# Stretching zinc selenide: what gap belongs to the missing cell?

Zinc selenide is a semiconductor, and its band gap sets which light it absorbs and emits. The notebook question is how that gap responds when the crystal is stretched equally in all directions. One cell, at 23.667 Å³ per atom, has its results covered. The aim is to state its gap, with an error bar, from the other cells and from the chemistry of the bond.

Zinc-blende ZnSe in uniformly scaled cells with fixed atoms, computed with Ansatz 0.2.0 using all-electron LAPW and the LDA functional, scalar-relativistic and without spin polarization. All cells use an 8×8×8 k mesh, Fermi–Dirac filling with a smearing width of 0.03 eV, and a basis error target of 1 meV per atom.

| volume (Å³/atom) | shortest distance (Å) | band gap (eV) | smallest direct gap on path (eV) |
| --- | --- | --- | --- |
| 21.391 | 2.404 | 1.285 | 1.285 |
| 21.846 | 2.421 | 1.198 | 1.198 |
| 22.302 | 2.438 | 1.113 | 1.113 |
| 22.529 | 2.446 | 1.072 | 1.072 |
| 22.757 | 2.454 | 1.032 | 1.032 |
| 22.984 | 2.462 | 0.992 | 0.992 |
| 23.212 | 2.470 | 0.954 | 0.954 |
| 23.667 | 2.486 | ? | ? |
| 24.122 | 2.502 | 0.806 | 0.806 |

The volume is given per atom, and the shortest distance is the Zn–Se bond length, called $d$ below. The band gap separates the highest filled level from the lowest empty one, wherever in the band structure these lie. The smallest direct gap compares filled and empty levels of the same crystal momentum. The two agree in every known row, so the gap is direct in all of them.

## What the known cells say

The gap closes as the crystal expands, at every step between known cells. From the smallest volume to the largest it loses 0.479 eV, more than a third of its initial value. In handy terms, one percent more volume costs about 0.04 eV of gap. This sensitivity is a little weaker at the large-volume end, and an explanation should account for that as well as for the direction.

The calculated pressure passes through zero near 21.6 Å³ per atom, between the first two cells. The cells beyond that point, the covered one included, are therefore under tension within this LDA calculation. They show what a given bond length does to the electrons, while the crystal left to itself would contract.

## Why longer bonds close the gap

Both edges of the gap lie at the centre of the Brillouin zone, where every unit cell carries the same wave pattern. There, the symmetry of the tetrahedral surroundings lets an s orbital on zinc mix with the s orbitals on selenium, but not with their p orbitals. The mixing gives two levels. The lower one is bonding, filled and mainly selenium in character, while the upper one is antibonding, empty and mainly zinc. This upper level is the conduction edge.

The top of the valence band is of another kind, built mainly from selenium p orbitals. The gap is thus the distance from a p-type level up to an antibonding s-type level. An antibonding level owes part of its height to the overlap of neighbouring orbitals. When the bond lengthens the overlap weakens, the level loses some of that extra height, and it comes down towards the valence top.

The computed levels allow a partial test. Absolute energies from different cells should not be compared, because the zero of energy shifts with volume, but separations within one cell are safe. Between 21.846 and 22.757 Å³ per atom the two s-type levels draw together by 0.435 eV. The valence top comes closer to the lower s level by only 0.269 eV, and the difference, 0.166 eV, is the closing of the gap. For the second cell the s levels are read from band minima, taken to lie at the zone centre as they do in the first.

The subtraction does not say which edge moves. A deep core level takes almost no part in bonding, so it can serve as a marker inside each cell, though only an approximate one, because it follows the potential at its own atom. Measured from the selenium 3s level, the conduction edge falls by 0.25 eV between these two cells, the valence top falls by only 0.08 eV, and the lower s level rises by 0.19 eV. With the zinc 3s level as marker, these shifts change by less than 0.03 eV. An upper s level that falls while the lower one rises is what weakening s–s overlap should produce. The bonding and antibonding labels come from symmetry and standard bonding theory, not from a measured overlap in the output. One effect should work the other way: the filled zinc 3d levels push the valence top up, and this push weakens as the bonds lengthen, which alone would open the gap. The valence top is also a bonding level between p orbitals, and weaker bonding should raise it. Its small fall is the net result, which the output does not split into parts. LDA places the 3d levels too close to the valence top and so exaggerates their push, but the closing still wins.

## From bond length to a number

An electron wave that must fit a pattern of size $d$ has a kinetic energy proportional to $1/d^2$. The coupling between neighbouring orbitals follows roughly the same rule. For modest changes of bond length the gap should then shift in proportion to the change of this coupling, which suggests

$$E_\mathrm{gap} = A + \frac{B}{d^2}.$$

The constants $A$ and $B$ were fitted to the eight known rows. They trade against each other, so neither is read as the energy of a particular orbital.

The formula also explains the fading sensitivity. Since $d$ grows as the cube root of the volume $V$, the change of gap for a given percentage of volume is

$$\frac{\mathrm{d}E_\mathrm{gap}}{\mathrm{d}\ln V} = -\frac{2}{3}\,\frac{B}{d^2}.$$

This quantity is the deformation potential. It shrinks as the bond grows, because a coupling that is already weak has less left to lose. The known cells behave this way: it is about −4.1 eV between the two smallest volumes and about −3.8 eV at the large-volume end.

The simple picture has a limit that shows in the levels. Part of the separation of the s pair comes from the different s energies of zinc and selenium, which in the simplest model do not depend on distance. The separation should therefore shrink by a smaller percentage than $1/d^2$ does. It shrinks by 2.9 percent where $1/d^2$ falls by 2.7 percent, so either the coupling falls faster than $1/d^2$ or something else changes along with it. The calculation does not tell these apart, and $1/d^2$ is best treated as a good guide for the gap over this range.

## The forecast

The covered cell has a bond length of 2.486 Å. Its neighbour at 23.212 Å³ per atom has 2.470 Å, and the fitted curve gives 0.954 eV there. With $B = 35.99$ eV Å², the step from one to the other is

$$35.99\left(\frac{1}{2.486^2}-\frac{1}{2.470^2}\right) \approx -0.076\ \text{eV}.$$

The starting cell was part of the fit and the covered cell was not. Adding the step gives $0.954-0.076=0.878$ eV.

The forecast is a direct gap of 0.878 ± 0.003 eV, between the gaps of the two neighbouring cells. The bar is a judgement, not a statistical interval. It allows for the small misfits of the curve, which reach 0.0012 eV among the known cells, for rounding, and for basis settings that change slightly with volume. It concerns only what this calculation will return, not the gap of a real sample.

## The covered row

The withheld rows as computed:

| volume (Å³/atom) | shortest distance (Å) | band gap (eV) | smallest direct gap on path (eV) |
| --- | --- | --- | --- |
| 23.667 | 2.486 | 0.878 | 0.878 |

The computed gap is 0.878 eV, equal to the forecast within the digits of the table. It lies between its neighbours, as stated. It is also direct, as forecast, since the two gap entries of the revealed row agree.

The hit is a modest test, because the covered cell sits between two known ones on a smooth curve. The plain average of the neighbouring gaps, 0.880 eV, also falls inside the bar. So does a fit with a constant deformation potential, in which the gap is a straight line in $\ln V$. At this volume the two fitted curves nearly coincide, so the covered cell is a poor place to tell them apart.

The ends of the series separate them better. At the largest volume the straight line in $\ln V$ lies 0.0045 eV too low, while the $1/d^2$ curve lies 0.0012 eV too low. Both forms have two constants, so the better match does not come from extra freedom. It supports a sensitivity that fades with bond length. The $1/d^2$ curve still runs slightly low at both ends and high in the middle, so the computed sensitivity fades somewhat faster than this formula says. The output printed below gives both fits row by row.

## Using the result

For a neighbouring case, the first thing to ask is what kind of level forms each edge of the gap. Where the conduction edge is an antibonding s level at the zone centre and the valence top is p-type, longer bonds should narrow the gap and shorter bonds widen it. A conduction edge elsewhere in the zone has a different orbital mixture, and the argument has to be made afresh.

The change of the gap is the part to carry away, not its absolute size. At zero pressure this calculation gives about 1.25 eV, less than half the measured gap, since LDA is known to make such gaps much too small. Spin–orbit coupling, absent here, would raise the valence top and lower the computed gap a little further. The change with volume is expected to be more reliable, though probably somewhat too weak, because LDA exaggerates the opposing push of the 3d levels.

An engineer who heats a real crystal should expect more than the effect of expansion. The atoms in these cells stand still, while in a warm crystal their vibrations shift the gap as well. Combined with the thermal expansion of the crystal, the table gives the volume part of a temperature coefficient, as LDA sees it. The vibrational part has to come from elsewhere.

The analysis program printed:

```
fit of band_gap on 8 rows: constant -4.944 +/- 0.013, coefficient of invd2 35.99 +/- 0.077; rms 0.000729, worst 24.122 -0.00122, leave-one-out rms 0.00123
  rows outside the fit (model, value, miss): 23.667 0.8782, 0.878, 0.000227
fit of band_gap on 8 rows: constant 1.281 +/- 0.002, coefficient of lnv -3.992 +/- 0.031; rms 0.00261, worst 24.122 -0.00452, leave-one-out rms 0.0047
  rows outside the fit (model, value, miss): 23.667 0.8775, 0.878, -0.000502
forecast of the gap at 23.667 Å³/atom from the 1/d² fit, eV: 0.8782
lower end of the forecast range, eV: 0.8752
upper end of the forecast range, eV: 0.8812
plain average of the two neighbouring gaps, eV: 0.88
change of the gap from the smallest to the largest volume, eV: -0.479
gap change per unit of ln V between the two smallest volumes, eV: -4.133
gap change per unit of ln V between 23.212 and 24.122 Å³/atom, eV: -3.849
separation of the two s-type levels at 21.846 Å³/atom, eV: 14.79
change of that separation up to 22.757 Å³/atom, eV: -0.4352
the same change in percent: -2.943
change of 1/d² between these two rows in percent: -2.687
change of the valence top above the lower s level between these rows, eV: -0.2692
change of the gap between these rows, eV: -0.166
volume of zero pressure by interpolation, Å³/atom: 21.58
gap at zero pressure by interpolation, eV: 1.248
Fits against the computed gap:
     row  bond_length_Å  gap_from_1/d²_eV  miss_1/d²_meV  miss_lnV_meV
  21.391          2.404             1.284         -0.793        -3.864
  21.846          2.421             1.197        -0.5727       -0.8865
  22.302          2.438             1.113         0.4277         1.644
  22.529          2.446             1.073         0.6709         2.217
  22.757          2.454             1.032         0.4177          2.02
  22.984          2.462             0.993          1.003         2.397
  23.212           2.47            0.9541        0.06309        0.9919
  23.667          2.486            0.8782         0.2272       -0.5021
  24.122          2.502            0.8048         -1.217         -4.52
```
